Dear colleague,

The strip fills $|y|\le a$, has thickness $d\ll a$ and carries at most a constant $J_c$ (Bean model). The field $H$ is normal to the film, and units are SI.

**Dimensions.** The thickness enters only through $K_c=J_cd$, which has the units of $H$. The single variable is therefore $x=H/H_c$, with $H_c=K_c/\pi$. The front scales as $a$, the moment per length as $K_ca^2$, and the loss per cycle and length as $\mu_0K_c^2a^2$. The crossover field is independent of width, unlike $J_ca$ for a slab in parallel field.

**Solution** (Brandt and Indenbom, 1993). The flux-free core of half-width $s$ screens an increment $dH$ with $|dK|=2|y|\,dH/\sqrt{s^2-y^2}$ and moment per length $-\pi s^2dH$ (return currents at the ends included). Write $dH=G(s)\,|ds|$ and require $|K|=K_c$ behind the front $b$:
$$\int_y^a\frac{2yG\,ds}{\sqrt{s^2-y^2}}=K_c\ \Rightarrow\ G=\frac{H_c\,a}{s\sqrt{a^2-s^2}}.$$
Integrating $G$ and $-\pi s^2G$ from $b$ to $a$ gives
$$b=\frac{a}{\cosh x},\qquad m=-K_ca^2\tanh x.$$
On reversal from $H_m$ the current can change by $2K_c$, so $m_\downarrow(H)=m(H_m)-2m[(H_m-H)/2]$. With $x=H_m/H_c$ the loop area times $\mu_0$ is
$$Q=4\mu_0a^2K_cH_m\,g(x)=Q_0\,x\,g(x),\quad g=\tfrac2x\ln\cosh x-\tanh x,\quad Q_0=\tfrac4\pi\mu_0K_c^2a^2.$$

**Small $x$.**
$$b/a\simeq1-\tfrac{x^2}{2}+\tfrac{5x^4}{24},\quad m\simeq-\pi a^2H\left(1-\tfrac{x^2}{3}\right),\quad Q\simeq\frac{2\pi^3\mu_0a^2H_m^4}{3K_c^2}\left(1-\tfrac{8x^2}{15}\right).$$
A flux of order $\mu_0H_cw$ moves a distance $w\simeq ax^2/2$ against pinning, so $Q\propto w^2\propto H_m^4$. The correction reaches 10 % at $x=0.43$.

**Large $x$.**
$$b\simeq2ae^{-x}(1-e^{-2x}),\quad m\simeq-K_ca^2(1-2e^{-2x}),\quad Q\simeq Q_0\left[x-2\ln2+(2x+2)e^{-2x}\right].$$
The linear asymptote extrapolates to zero at $H_m=1.39H_c$, which gives you $J_c$. Raising $J_c$ lowers the loss as $J_c^{-2}$ at small $x$ and raises it about as $J_c$ at large $x$.

**Crossovers.** The front is at $a/2$ for $x=1.32$. Defining $\chi''$ by $Q=\pi\mu_0H_m^2\chi''\,\pi a^2$, one has $\chi''=4g/\pi x$. It peaks at 0.236 for $x=2.46$, where the exponent $p=d\ln Q/d\ln H_m$ equals 2.

**Your NbN film.** I take $d=200$ nm, an assumed width $2a=1$ mm, and typical 4.2 K inputs $J_c=1$ MA/cm², $\lambda=300$ nm, $\xi=5$ nm. Then $K_c=2.0$ kA/m, $\mu_0H_c=0.80$ mT, $K_ca^2=0.50$ mA m, $Q_0=1.60$ µJ/m, and the model's $\chi''$ peak lies at 1.97 mT.

| $\mu_0H_m$ (mT) | $x$ | $b$ (µm) | $\tanh x$ | $Q$ (µJ/m) | $p$ |
|---|---|---|---|---|---|
| 0.2 | 0.25 | 485 | 0.245 | 0.00101 | 3.93 |
| 0.8 | 1 | 324 | 0.762 | 0.170 | 3.22 |
| 2 | 2.5 | 81.5 | 0.987 | 1.86 | 1.98 |
| 4 | 5 | 6.74 | 0.9999 | 5.78 | 1.38 |

**Neglected lengths.** Since $d<\lambda$, the cutoff is the Pearl length $\Lambda=2\lambda^2/d=0.90$ µm. The front formula fails when $b\sim\Lambda$, at $x=\ln(2a/\Lambda)\approx7.0$, or 5.6 mT. It also needs $w\gg\Lambda$, that is $x\gg\sqrt{2\Lambda/a}=0.060$. Cutting the Meissner current off at distance $\Lambda$ from the edge gives $K\approx2H\sqrt{a/2\Lambda}$. If vortices enter at an edge current density $J_e$, then up to a factor of order one
$$x_p\sim\frac\pi2\frac{J_e}{J_c}\sqrt{\frac{2\Lambda}{a}}.$$
For $J_e=J_c$ this is 0.09. An ideal edge holds until the Ginzburg-Landau depairing density $\Phi_0/(3\sqrt3\pi\mu_0\lambda^2\xi)\approx22$ MA/cm², with $\Phi_0=h/2e$, and then $x_p\sim2$. So the $H_m^4$ window spans roughly $0.09<x<0.43$ (below 0.35 mT) at best, vanishes for a perfect edge, and widens as $a/\Lambda$ grows.

**Creep.** For $E\propto J^n$, Faraday's law gives $Q(sH_m,s^{n-1}f)=s^2Q(H_m,f)$ at frequency $f$, so $Q\propto f^{(2-p)/(n-1)}$. With an assumed $n=30$ and $p\approx4$, the loss per cycle falls about 15 % per decade of frequency, more than the $8x^2/15$ term inside the window.

All these numbers are the model's. As typical knowledge, $J_c$ of NbN films ranges up to several MA/cm², which raises $H_c$ in proportion. Wide films near 4 K also often show thermomagnetic avalanches at millitesla fields, and these pull $|m|$ below the $\tanh$ curve.